## Stretching an ordered nitride at fixed volume

Lowering the axial ratio of this crystal by a fifth costs about 0.1 eV per atom; raising it by three tenths costs about 0.3 eV. The gap shrinks by a few tenths of an eV in the first case and by more than 1 eV in the second. The axial ratio $r$ is the length along the c axis divided by the length across it, relative to the relaxed cell. What energy and gap belong to $r=1.1$, the row left open below?

AlGaN2 (space group P-4m2, 4 atoms per cell, a = 3.115 Å, c = 4.384 Å), strained along c at fixed volume and fixed fractional coordinates. Computed with Ansatz 0.2.0: LDA, plane-wave PAW, scalar-relativistic, no spin polarisation, 420 eV cutoff, Gamma-centred 8×8×6 k mesh, Gaussian smearing of 0.05 eV. Energies are free energies relative to the relaxed cell.

```csv
axial ratio (over its starting value),energy change (meV/atom),gap on mesh (eV)
0.8,102.5,2.600
0.85,58.9,2.810
0.92,17.5,3.044
0.96,4.5,3.099
1,0.0,3.055
1.05,7.6,2.971
1.1,?,?
1.2,131.6,2.426
1.3,307.6,1.720
```

**Why the energy is lopsided**

The crystal is of zincblende type, with alternating Al and Ga layers along c, and each atom sits in a tetrahedron of four bonds. A change of shape at fixed volume alters the bond lengths by only about two per cent at most, but it turns the bonds. In an ideal tetrahedron the angle bisected by the c axis opens from 109.5° to 121° at $r=0.8$ and closes to 95° at $r=1.3$. Most of the deformation is therefore bond bending.

The simplest energy for this adds up the squared changes of the cosines of the six bond angles. In the ideal tetrahedron two cosines equal $(r^2-2)/(r^2+2)$ and four equal $-r^2/(r^2+2)$; all are $-1/3$ at $r=1$. The sum is then proportional to $[(r^2-1)/(r^2+2)]^2$, which already makes elongation the harder direction. It makes $r=1.3$ cost 1.9 times as much as $r=0.8$, whereas the computed ratio is 3.0.

Bending in this simplest form thus gives the right direction but too little asymmetry. Crowding may supply more of it. Elongation to 1.3 brings like atoms within a layer closer together, from 3.12 to 2.85 Å, while flattening to 0.8 shortens the Al–Ga distance between layers only from 3.11 to 3.03 Å. This is an argument from geometry; the energies cannot separate crowding from changes in the bonds themselves.

**A forecast for the energy**

The logarithmic strain $x=\ln r$ treats stretching and flattening evenly. On this scale $r=1.3$ lies farther out than $r=0.8$, so an energy growing as $x^2$ would already cost 1.4 times as much there; only the rest of the computed factor of 3.0 is true asymmetry. In a cubic crystal symmetry alone would put an extremum at the undistorted shape; here the Al and Ga layers break that symmetry, and relaxation sets the minimum. Either way the linear term vanishes, which leaves

$$E = Ax^2+Bx^3+Cx^4 .$$

The cubic term carries the asymmetry, because it adds to the cost of stretching and subtracts from that of flattening.

The three coefficients were fitted to the eight known rows. At $r=1.1$, $x$ is 0.095, and the three terms give about 27, 4 and 0.3 meV. The forecast is **about 31 meV per atom, with a range of 30 to 32**. The range rests on misses below 1 meV at the known rows; leaving out each row in turn gives a typical error of 2 meV, but that test includes the end rows, where the formula must extrapolate. Bending alone, with one coefficient fitted to the same rows, would give 34.

**A forecast for the gap**

In a cubic zincblende crystal, states of equal energy meet at the top of the valence band. Tetragonal strain splits them into a single state and a pair. One sign of strain lifts the single state and the other lifts the pair, and either way the gap tends to narrow. The layers of Al and Ga split these states even without strain, so the largest gap need not lie at $r=1$. It lies at 0.96 among the known rows, which fits this picture, although the band edges themselves were not identified.

Beyond that maximum a different state may form the edge, so a parabola in $x$ was fitted only to the five known rows from 0.96 upwards. It gives **about 2.85 eV** at $r=1.1$.

The range comes from the shape of the curve. The gap falls ever faster on elongation: by 17 meV per 0.01 of $x$ just above $r=1$, and by 41 between 1.05 and 1.2. A splitting in proportion to the strain would give a steady slope, so the band edges must also shift in a nonlinear way or pass to other states. A switch of that kind bends the gap curve downwards, because the gap is the smallest difference between empty and filled levels. If the gap keeps bending downwards, the straight line between the rows at 1.05 and 1.2 is a lower bound, and the line from 1 to 1.05, extended, is an upper one. The range is **2.78 to 2.89 eV**, all of it below the gap at 1.05.

The withheld rows as computed:

```csv
axial ratio (over its starting value),energy change (meV/atom),gap on mesh (eV)
1.1,31.2,2.848
```

**What the computed row shows**

The energy of 31.2 meV per atom agrees with the series to within 0.1 meV. Bending alone is almost 3 meV too high here, and at $r=0.8$, a row used in its fit, it is 45 meV too high. In this simplest form, one bending coefficient cannot serve both directions. The hit supports a smooth energy curve, not crowding as the cause of its asymmetry.

The gap of 2.848 eV lies inside its range and within 0.01 eV of the parabola. That is closer than the parabola deserves, since it misses the row at 1.2 by 0.04 eV. It runs too high at 1.05 and too low at 1.2, so it crosses the computed curve in between, near the open row.

Several limits affect the use of these values. The atoms kept their fractional positions, so letting them relax could only lower the strained energies. The gaps were read on the k mesh, which can miss the true band edges, and the LDA runs used PAW datasets made for PBE. LDA also underestimates gaps, so the forecast concerns the computed curve and not the size of a measured gap. The full fits and the geometry along the path are in the output below.

Printed output of the fit:

```
fit of energy_change on 8 rows: coefficient of x2 2934 +/- 18, coefficient of x3 4825 +/- 24, coefficient of x4 3942 +/- 338; rms 0.317, worst 0.85 0.622, leave-one-out rms 2.12
  rows outside the fit (model, value, miss): 1.1 31.15, 31.2, -0.0481
fit of energy_change on 8 rows: coefficient of bend 7926 +/- 508; rms 21, worst 0.8 44.9, leave-one-out rms 35.8
  rows outside the fit (model, value, miss): 1.1 33.92, 31.2, 2.72
fit of gap_on_mesh on 5 rows (axial_ratio > 0.95): constant 3.073 +/- 0.024, coefficient of x -0.7399 +/- 0.52, coefficient of x2 -16.57 +/- 2.2; rms 0.0261, worst 1.2 -0.0388, leave-one-out rms 0.102
  rows outside the fit (model, value, miss): 0.8 2.413, 2.6, -0.187; 0.85 2.756, 2.81, -0.0545; 0.92 3.019, 3.044, -0.0247; 1.1 2.852, 2.848, 0.00377
lower bound of the gap at ratio 1.1 if concave, eV: 2.781
upper bound of the gap at ratio 1.1 if concave, eV: 2.891
gap slope from 1 to 1.05, meV per 0.01 of x: -17.22
gap slope from 1.05 to 1.2, meV per 0.01 of x: -40.81
gap slope from 1.2 to 1.3, meV per 0.01 of x: -88.2
energy over x squared at ratio 0.8, eV/atom: 2.059
energy over x squared at ratio 1.3, eV/atom: 4.469
energy at 1.3 over energy at 0.8, computed: 3.001
the same ratio from bond bending alone: 1.88
the same ratio from x squared alone: 1.382
geometry along the path:
   row  log strain  ideal angle bisected by c (deg)  neighbour in layer (A)  Al-Ga between layers (A)
   0.8     -0.2231                              121                   3.356                     3.033
  0.85     -0.1625                              118                   3.288                     3.046
  0.92    -0.08338                            113.9                   3.203                     3.071
  0.96    -0.04082                            111.7                   3.158                     3.088
   1.0           0                            109.5                   3.115                     3.107
  1.05     0.04879                            106.8                   3.065                     3.134
   1.1     0.09531                            104.2                   3.018                     3.164
   1.2      0.1823                            99.37                   2.931                     3.229
   1.3      0.2624                            94.82                   2.854                       3.3
```
